**Core binding energies of Mn: where eigenvalues, LDA/PBE ΔSCF and the screened hole fail**

The table holds binding energies of the free Mn atom from K to N1, computed with a radial B-spline solver in configuration-averaged Dirac-Fock (with Breit and QED) and in spherical, spin-unpolarised Dirac-Kohn-Sham LDA and PBE, together with screened-hole values and measured edges. The program tests a frozen, exchange-only model of orthogonalised hydrogenic orbitals with Slater screening and no fitted parameter: the gap between ΔSCF and −ε as F⁰/2 plus exchange curvature plus Dirac-Fock relaxation, and LDA less Dirac-Fock as local less Fock exchange. The model reproduces the gap within 2 eV for K and L and the underbinding of 2s (−21.1 eV) and 3s by LDA, overshoots the PBE correction, and fails for 3d and 4s. The measured L1 less L3 spacing is missed by 19.1 eV in LDA and 0.8 eV in Dirac-Fock. The screened hole is within 3 eV of the K and L edges and 4 to 7 eV too deep for M1 to M3.

Binding energies of the free Mn atom ([Ar] 3d5 4s2) from the vacuum level, from a radial B-spline Dirac-Fock and Kohn-Sham solver (Dirac equation, Fermi nucleus, spherical, no spin polarisation). Dirac-Fock is a configuration average without correlation; LDA and PBE lack Breit and QED terms. The screened hole adds a valence electron to model edges from the Fermi level; measured edges are of the element in its standard state.

## Program and output

```python
# Table: Mn free-atom binding energies (eV), radial B-spline Dirac-Fock and LDA/PBE Delta-SCF, spherical, no spin polarisation.
# Tested: e = F0/2 + exchange curvature + relaxation; LDA less Fock exchange by shell; screened hole and spacings vs measured.
T = {
    'shell': ['K', 'L1', 'L2', 'L3', 'M1', 'M2', 'M3', 'M45', 'N1'],
    'df': [6550.5, 785.0, 664.0, 653.8, 100.9, 64.1, 62.9, 11.0, 6.6],  # eV
    'bq': [-9.98, -0.74, -0.71, -0.45, -0.08, -0.06, -0.03, 0.02, 0.0],  # eV
    'd_LDA': [10.1, -20.4, -0.1, -0.8, -7.8, -1.3, -1.4, 2.4, 2.0],  # eV
    'e_LDA': [147.4, 22.6, 27.3, 26.9, 7.7, 7.5, 7.4, 6.4, 3.4],  # eV
    'd_PBE': [25.5, -18.8, 0.2, -0.4, -7.4, -1.2, -1.3, 2.2, 1.8],  # eV
    'e_PBE': [147.8, 22.4, 27.2, 26.8, 7.6, 7.4, 7.4, 6.4, 3.3],  # eV
    'screened': [6538.2, 771.8, 651.0, 640.8, 89.0, 52.8, 51.6, None, None],  # eV
    'measured': [6539.0, 769.1, 649.9, 638.7, 82.3, 47.2, 47.2, None, None],  # eV
}
import numpy as np
from scipy.integrate import trapezoid as tz, cumulative_trapezoid as ct
from scipy.special import eval_genlaguerre as Lg
from scipy.constants import physical_constants as pc
from sympy.physics.wigner import wigner_3j
H = pc['Hartree energy in eV'][0]; S = T['shell']; ix = {s: i for i, s in enumerate(S)}
A = {k: np.array([np.nan if v is None else v for v in T[k]], float) for k in T if k != 'shell'}
relax = {'K': -42.0515, 'L1': -19.3608, 'L2': -20.9496, 'L3': -20.7546}  # Dirac-Fock relaxation, outputs of the same runs
IE, half = 7.43404, 0.24  # same outputs: measured ionisation energy; largest |half-occupied eigenvalue - Delta-SCF|, LDA
r = np.geomspace(1e-5, 40, 5000); w = 4*np.pi*r**2
zL, zM = 25-.85*2-.35*7, 25-2-.85*8-.35*7  # Slater's screening rules; orbitals as (n, l, occupation, Zeff)
orb = [(1,0,2,25-.3), (2,0,2,zL), (2,1,6,zL), (3,0,2,zM), (3,1,6,zM), (3,2,5,25-18-.35*4), (4,0,2,25-10-.85*13-.35)]
P = []
for n, l, q, z in orb:
    x = 2*z*r/n; p = x**(l+1)*np.exp(-x/2)*Lg(n-l-1, 2*l+1, x)
    for o, u in zip(orb, P):
        if o[1] == l: p = p - u*tz(u*p, r)
    P.append(p/np.sqrt(tz(p*p, r)))
def R(f, k):
    out = ct(f/r**(k+1), r, initial=0)
    return tz(f*(ct(f*r**k, r, initial=0)/r**(k+1) + r**k*(out[-1]-out)), r)
def Ex(d, gga=False):
    d = np.maximum(d, 1e-40); s2 = np.gradient(d, r)**2/(4*(3*np.pi**2)**(2/3)*d**(8/3))
    F = 1.804 - .804/(1 + .21951*s2/.804) if gga else 1  # PBE exchange enhancement
    return tz(-.75*(3/np.pi)**(1/3)*d**(4/3)*F*w, r)
tj = lambda a, k, b: float(wigner_3j(a, k, b, 0, 0, 0))**2
rho = sum(o[2]*p*p for o, p in zip(orb, P))/w; M = []
for a, (n, l, q, z) in enumerate(orb):
    f = P[a]**2; J = R(f, 0); h = f/w; dL = Ex(rho-h) - Ex(rho)
    K = J + (q-1)*(2*l+1)/(4*l+1)*sum(tj(l,k,l)*R(f,k) for k in range(2, 2*l+1, 2))
    K += sum(o[2]/2*tj(l,k,o[1])*R(P[a]*P[b],k) for b, o in enumerate(orb) if b != a for k in range(abs(l-o[1]), l+o[1]+1, 2))
    sp = [(Ex(rho,g) + Ex(rho-2*h,g))/2 - Ex(rho-h,g) for g in (False, True)]
    M.append(H*np.array([J/2, dL - tz((3*rho/np.pi)**(1/3)*f, r), J/2+dL-K, Ex(rho-h,True)-Ex(rho,True)-dL] + sp))
M = np.array(M)[[0,1,2,2,3,4,4,5,6]]
lda, pbe = A['df']+A['d_LDA'], A['df']+A['d_PBE']; lL, lP = A['d_LDA']+A['bq'], A['d_PBE']+A['bq']
print('All in eV. Rounding: 0.05 per entry, 0.1 to 0.2 in differences, 0.5 for measured K. Model has no fitted parameter.')
print('A. LDA DSCF less (-eps): table, % of DSCF | F0/2, exchange curvature, DF relaxation, model, table-model')
for i, s in enumerate(S):
    t = f'{s:4s}{A["e_LDA"][i]:7.1f}{100*A["e_LDA"][i]/lda[i]:6.1f}% |{M[i,0]:7.1f}{M[i,1]:7.1f}'; m = M[i,0]+M[i,1]
    if s in relax: print(t + f'{relax[s]:7.1f}{m+relax[s]:7.1f}{A["e_LDA"][i]-m-relax[s]:+7.1f}')
    else: print(t + f'   relaxation not given; table less frozen part {A["e_LDA"][i]-m:+.1f}')
print(f'largest |PBE-LDA| of this gap {np.abs(A["e_PBE"]-A["e_LDA"]).max():.1f}; half-occupied eigenvalue within {half} of DSCF')
print('B. Less Dirac-Fock without Breit/QED: LDA, PBE | model LDA, table-model | PBE-LDA table, model')
for i, s in enumerate(S):
    print(f'{s:4s}{lL[i]:+7.1f}{lP[i]:+7.1f} |{M[i,2]:+7.1f}{lL[i]-M[i,2]:+7.1f} |{lP[i]-lL[i]:+7.1f}{M[i,3]:+7.1f}')
print(f'worst model row {S[int(np.abs(lL-M[:,2]).argmax())]}; s less p, table/model: L1-L3 {lL[1]-lL[3]:+.1f}/{M[1,2]-M[3,2]:+.1f}, M1-M3 {lL[4]-lL[6]:+.1f}/{M[4,2]-M[6,2]:+.1f}')
print(f'model exchange change if hole were spin polarised, LDA/PBE: K {M[0,4]:+.0f}/{M[0,5]:+.0f}, L1 {M[1,4]:+.0f}/{M[1,5]:+.0f}')
print('C. DF-screened, DF-measured, screened-measured, the last in % of measured')
sh, er = A['df']-A['screened'], A['screened']-A['measured']
for i in range(7):
    print(f'{S[i]:4s}{sh[i]:7.1f}{A["df"][i]-A["measured"][i]:7.1f}{er[i]:+7.1f}{100*er[i]/A["measured"][i]:+8.2f}%')
print('D. Spacing: measured | error of DF, screened, LDA, PBE (Breit/QED part added to LDA, PBE)')
for a, b in [('K','L3'), ('L1','L3'), ('L2','L3'), ('L3','M3'), ('M1','M3')]:
    g = lambda v: v[ix[a]] - v[ix[b]]; m = g(A['measured'])
    print(f'{a}-{b}:{m:8.1f} |' + ''.join(f'{g(v)-m:+7.1f}' for v in (A['df'], A['screened'], lda+A['bq'], pbe+A['bq'])))
print(f'M2-M3 screened {A["screened"][5]-A["screened"][6]:.1f}, untested (one measured value); 3d: DF {A["df"][7]:.1f}, LDA {lda[7]:.1f}, PBE {pbe[7]:.1f}')
print(f'4s less measured {IE:.2f}: DF {A["df"][8]-IE:+.1f}, LDA {lda[8]-IE:+.1f}, PBE {pbe[8]-IE:+.1f}')
assert (A['e_LDA'] > 0).all() and np.abs(A['e_PBE']-A['e_LDA']).max() < 0.5
assert lL[1] < -15 and lP[1] < -15 and np.abs(lL[2:4]).max() < 2 and abs(lL[0]) < 0.5 and lP[0] > 10
assert er[4:7].min() > np.abs(er[:4]).max()
assert sh[:7].min() > 11 and sh[:7].max() < 14
```

It prints:

```
All in eV. Rounding: 0.05 per entry, 0.1 to 0.2 in differences, 0.5 for measured K. Model has no fitted parameter.
A. LDA DSCF less (-eps): table, % of DSCF | F0/2, exchange curvature, DF relaxation, model, table-model
K     147.4   2.2% |  210.0  -20.1  -42.1  147.9   -0.5
L1     22.6   3.0% |   42.0   -1.7  -19.4   20.9   +1.7
L2     27.3   4.1% |   51.5   -1.9  -20.9   28.7   -1.4
L3     26.9   4.1% |   51.5   -1.9  -20.8   28.9   -2.0
M1      7.7   8.3% |   11.8   -0.4   relaxation not given; table less frozen part -3.7
M2      7.5  11.9% |   12.7   -0.5   relaxation not given; table less frozen part -4.7
M3      7.4  12.0% |   12.7   -0.5   relaxation not given; table less frozen part -4.8
M45     6.4  47.8% |    6.6   -0.2   relaxation not given; table less frozen part +0.1
N1      3.4  39.5% |    1.8   -0.2   relaxation not given; table less frozen part +1.8
largest |PBE-LDA| of this gap 0.4; half-occupied eigenvalue within 0.24 of DSCF
B. Less Dirac-Fock without Breit/QED: LDA, PBE | model LDA, table-model | PBE-LDA table, model
K      +0.1  +15.5 |   +0.2   -0.0 |  +15.4  +20.1
L1    -21.1  -19.5 |  -21.1   -0.1 |   +1.6   +2.5
L2     -0.8   -0.5 |   -1.3   +0.5 |   +0.3   +2.2
L3     -1.2   -0.9 |   -1.3   +0.0 |   +0.4   +2.2
M1     -7.9   -7.5 |   -7.4   -0.5 |   +0.4   +1.2
M2     -1.4   -1.3 |   -2.0   +0.7 |   +0.1   +1.0
M3     -1.4   -1.3 |   -2.0   +0.6 |   +0.1   +1.0
M45    +2.4   +2.2 |   +1.0   +1.5 |   -0.2   +0.1
N1     +2.0   +1.8 |   +0.6   +1.4 |   -0.2   +0.3
worst model row M45; s less p, table/model: L1-L3 -19.9/-19.8, M1-M3 -6.5/-5.4
model exchange change if hole were spin polarised, LDA/PBE: K -29/-29, L1 -2/-2
C. DF-screened, DF-measured, screened-measured, the last in % of measured
K      12.3   11.5   -0.8   -0.01%
L1     13.2   15.9   +2.7   +0.35%
L2     13.0   14.1   +1.1   +0.17%
L3     13.0   15.1   +2.1   +0.33%
M1     11.9   18.6   +6.7   +8.14%
M2     11.3   16.9   +5.6  +11.86%
M3     11.3   15.7   +4.4   +9.32%
D. Spacing: measured | error of DF, screened, LDA, PBE (Breit/QED part added to LDA, PBE)
K-L3:  5900.3 |   -3.6   -2.9   -2.2  +12.8
L1-L3:   130.4 |   +0.8   +0.6  -19.1  -17.9
L2-L3:    11.2 |   -1.0   -1.0   -0.6   -0.7
L3-M3:   591.5 |   -0.6   -2.3   -0.4   -0.1
M1-M3:    35.1 |   +2.9   +2.3   -3.5   -3.2
M2-M3 screened 1.2, untested (one measured value); 3d: DF 11.0, LDA 13.4, PBE 13.2
4s less measured 7.43: DF -0.8, LDA +1.2, PBE +1.0
```
